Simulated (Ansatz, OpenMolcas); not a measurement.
How methods differ on CF2 (SMILES F[C]F)

CF2 has 3 atoms, charge 0, and is taken as a singlet. SMILES: `F[C]F`. The coordinates come from a PBE0-D4/def2-TZVP relaxation.

```csv
atom,x (Å),y (Å),z (Å)
F,0.3163,0.9714,0.2816
C,0.3823,-0.3185,0.1752
F,-0.6986,-0.6529,-0.4567
```

Quantity: the HOMO–LUMO gap, in eV. The values are calculated.

```
               level                    kind     program  value (eV)  CPU time
     BLYP/def2-TZVPP                     GGA      Ansatz        3.69       1 s
    M06-L/def2-TZVPP                meta-GGA  OpenMolcas        4.20      56 s
     TPSS/def2-TZVPP                meta-GGA  OpenMolcas           ?      52 s
   r2SCAN/def2-TZVPP                meta-GGA  OpenMolcas           ?      53 s
    B3LYP/def2-TZVPP           global hybrid  OpenMolcas        6.00      39 s
  r2SCAN0/def2-TZVPP         hybrid meta-GGA      Ansatz        6.96     1.9 s
CAM-B3LYP/def2-TZVPP  range-separated hybrid      Ansatz        9.38     1.2 s
    wB97X/def2-TZVPP  range-separated hybrid      Ansatz       11.68     3.5 s
```

**Question.** Estimate the missing values from the other rows.

**Answer.** As computed at these levels: TPSS/def2-TZVPP: 3.99 eV; r2SCAN/def2-TZVPP: 4.27 eV. The values span 3.69 to 11.68 eV. Orbital gaps aren't excitation energies; they tend to grow with the share of exact exchange. Times are those of the runs behind each value, whatever else they computed, on shared processors of several kinds: orders of magnitude only.

The gap of CF2 falls into three groups: the semilocal functionals lie between 3.69 and 4.27 eV, the global hybrids at 6.00 and 6.96 eV, and the range-separated hybrids at 9.38 and 11.68 eV. The closest like-for-like comparison, r2SCAN with r2SCAN0, already shows a rise from 4.27 to 6.96 eV, probably because nonlocal exchange lowers the occupied level while leaving the empty one without a comparable stabilisation.

The frontier orbitals are those of a singlet carbene: the HOMO is largely the in-plane lone pair on carbon, and the LUMO is the out-of-plane carbon p orbital, mixed in antibonding fashion with fluorine lone pairs. Fluorine stabilises the former by σ withdrawal and pushes the latter up by π donation, which explains why an appreciable gap survives even in BLYP. The spread therefore reflects how each functional places these two levels, not a change in the bonding picture. None of these gaps gives the singlet–triplet splitting, which would require the triplet's total energy as well.
